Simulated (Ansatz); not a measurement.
Abstraction of H: C3H4 + GeH(CH3)2 → C3H3 + GeH2(CH3)2

Gas-phase species: C3H4 (cyclopropene) `C1=CC1`, singlet; GeH(CH3)2, doublet; C3H3 (cyclopropenyl radical) `[CH]1C=C1`, doublet; GeH2(CH3)2, singlet. A radical takes H: the energy is the difference in strength between the C–H bond broken and the Ge–H bond made.

Shapes, held fixed at every level: PBE0-D4/def2-TZVP. Programs: Ansatz 0.2.0. The zero-point and thermal change to 298 K, harmonic and unscaled (PBE0-D4/def2-TZVP), is -11.4 kJ/mol.

```json
{"level": "HF/def2-TZVPP", "kind": "Hartree–Fock", "ΔH(298 K) (kJ/mol)": "+36.9", "less CCSD(T)/def2-TZVPP": "-17.6"}
{"level": "SPW92/def2-TZVPP", "kind": "LDA", "ΔH(298 K) (kJ/mol)": "+63.4", "less CCSD(T)/def2-TZVPP": "+8.9"}
{"level": "PBE-D4/def2-TZVPP", "kind": "GGA", "ΔH(298 K) (kJ/mol)": "+59.6", "less CCSD(T)/def2-TZVPP": "+5.1"}
{"level": "B3LYP-D4/def2-TZVPP", "kind": "global hybrid", "ΔH(298 K) (kJ/mol)": "+53.6", "less CCSD(T)/def2-TZVPP": "-0.9"}
{"level": "PBE0-D4/def2-TZVPP", "kind": "global hybrid", "ΔH(298 K) (kJ/mol)": "+55.6", "less CCSD(T)/def2-TZVPP": "+1.1"}
{"level": "r2SCAN0-D4/def2-TZVPP", "kind": "global hybrid", "ΔH(298 K) (kJ/mol)": "+48.1", "less CCSD(T)/def2-TZVPP": "-6.4"}
{"level": "CCSD/def2-TZVPP", "kind": "coupled cluster or CI", "ΔH(298 K) (kJ/mol)": "+53.1", "less CCSD(T)/def2-TZVPP": "-1.4"}
{"level": "CCSD(T)/def2-TZVPP", "kind": "coupled cluster or CI", "ΔH(298 K) (kJ/mol)": "+54.5", "less CCSD(T)/def2-TZVPP": "0.0"}
```

The highest level, CCSD(T)/def2-TZVPP, gives ΔH(298 K) = +54.5 kJ/mol; the levels span +36.9 to +63.4. The column of differences is taken from that level and isn't an error. No measured value is set beside it here. Open shells run unrestricted. Relativity is left out for Ge. Outer-core shells of Ge are correlated, in sets that cover them unevenly.

Every level makes the abstraction endothermic, so the C–H bond of cyclopropene's CH2 group is stronger than the Ge–H bond that replaces it. Germanium's diffuse valence orbitals overlap less well with hydrogen 1s than carbon's do. The broken bond is also formally allylic, but the usual allylic weakening is largely absent: in a three-membered ring, full delocalisation would put the third π electron in an antibonding level, so the cyclopropenyl radical gains little from conjugation. The vibrational and thermal term of -11.4 kJ/mol favours the products, probably because stiff C–H modes give way to softer Ge–H ones.

Hartree–Fock gives only +36.9 kJ/mol, which suggests that correlation strengthens the C–H bond more than the Ge–H bond. CCSD already lies within 1.4 kJ/mol of CCSD(T), so perturbative triples matter little to this difference. The sign is therefore secure across the methods, and the reverse transfer, from germane to cyclopropenyl, is the exothermic direction. How fast either proceeds depends on a barrier that these reaction enthalpies don't supply.
